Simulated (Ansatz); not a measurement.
## A van 't Hoff estimate for C2H5Cl + C2H7NSi ⇌ C2H7N + C2H5ClSi

Species: C2H5Cl (chloroethane) `CCCl`, singlet; C2H7NSi `C=C[SiH2]N`, singlet; C2H7N `CCN`, singlet; C2H5ClSi `C=C[SiH2]Cl`, singlet. The partners trade Cl for NH2: C–Cl and Si–NH2 bonds give way to C–NH2 and Si–Cl.

The electronic reaction energy at CCSD(T)/CBS estimate is -33.3 kJ/mol. Shapes: PBE0-D4/def2-TZVP. Flexible molecules stand in one conformer, not always the lowest. Programs: Ansatz 0.2.0. Enthalpy and entropy come from rigid-rotor, harmonic-oscillator sums on unscaled PBE0-D4/def2-TZVP wavenumbers, ideal gases at 1 bar; R ln 2 is added for the mirror twin of the chiral shape of C2H5ClSi. Symmetry numbers: C2H5Cl 1, C2H7NSi 1, C2H7N 1, C2H5ClSi 1. R = 8.3145 J/(mol K).

| T (K) | ΔH (kJ/mol) | ΔS (J/(mol K)) |
| --- | --- | --- |
| 300 | -28.7 | -2.3 |
| 500 | -30.0 | -5.8 |
| 700 | ? | ? |

Q: Work out ln K at 300 and 500 K, and from these estimate it at 700 K.

A: 
1. 300 K: ΔG = -28.7 − 300 × (-2.3)/1000 = -28.0 kJ/mol; ln K = −ΔG/RT = +11.23.
2. 500 K: ΔG = -30.0 − 500 × (-5.8)/1000 = -27.1 kJ/mol; ln K = −ΔG/RT = +6.52.
3. Slope against 1000/T: (+6.52 − (+11.23))/(2.0000 − 3.3333) = +3.53, that is −ΔH/R with ΔH near -29 kJ/mol.
4. 700 K: ln K = +11.23 + (+3.53) × (1.4286 − 3.3333) = +4.51.

The full sums give ΔH = -31.0 kJ/mol, ΔS = -7.5 J/(mol K), ΔG = -25.8 kJ/mol and ln K = +4.43 at 700 K, so the line is off by +0.08 in ln K; without rounding the miss is +0.09, from the change of ΔH with temperature. The products are favoured over this whole range. An error of 10 kJ/mol in the energy moves ln K by 1.7 at 700 K. Soft modes are treated as harmonic, which can err either way at these temperatures; the lowest are those of C2H7NSi (107 cm⁻¹), C2H7N (252 cm⁻¹), C2H5ClSi (80 cm⁻¹). Other conformers aren't counted. The CBS estimate extrapolates MP2 from def2-TZVPP and def2-QZVPP and adds CCSD(T) − MP2 in the triple-zeta set, cores frozen.

The exchange is driven by enthalpy: two molecules give two, so little entropy is at stake, and ln K falls on heating because the reaction is exothermic. Silicon binds both chlorine and nitrogen through strong, polar bonds, so the preference reflects a difference between two gains. Chlorine probably gains more by moving from carbon to the larger, more electropositive silicon, while nitrogen loses less because its compact 2p orbitals overlap well with carbon. The total energy alone can't separate these contributions.

The growing exothermicity and the increasingly negative entropy change have a common origin, a lower heat capacity on the product side. This suggests stiffer vibrations in the products overall, whose zero-point cost also makes ΔH at 300 K less negative than the electronic energy. As the modes become thermally excited that penalty fades, and ΔH moves back towards the electronic value of -33.3 kJ/mol. The curvature missed by the straight line is therefore mainly vibrational. A favourable equilibrium constant says nothing about the barrier to direct exchange.
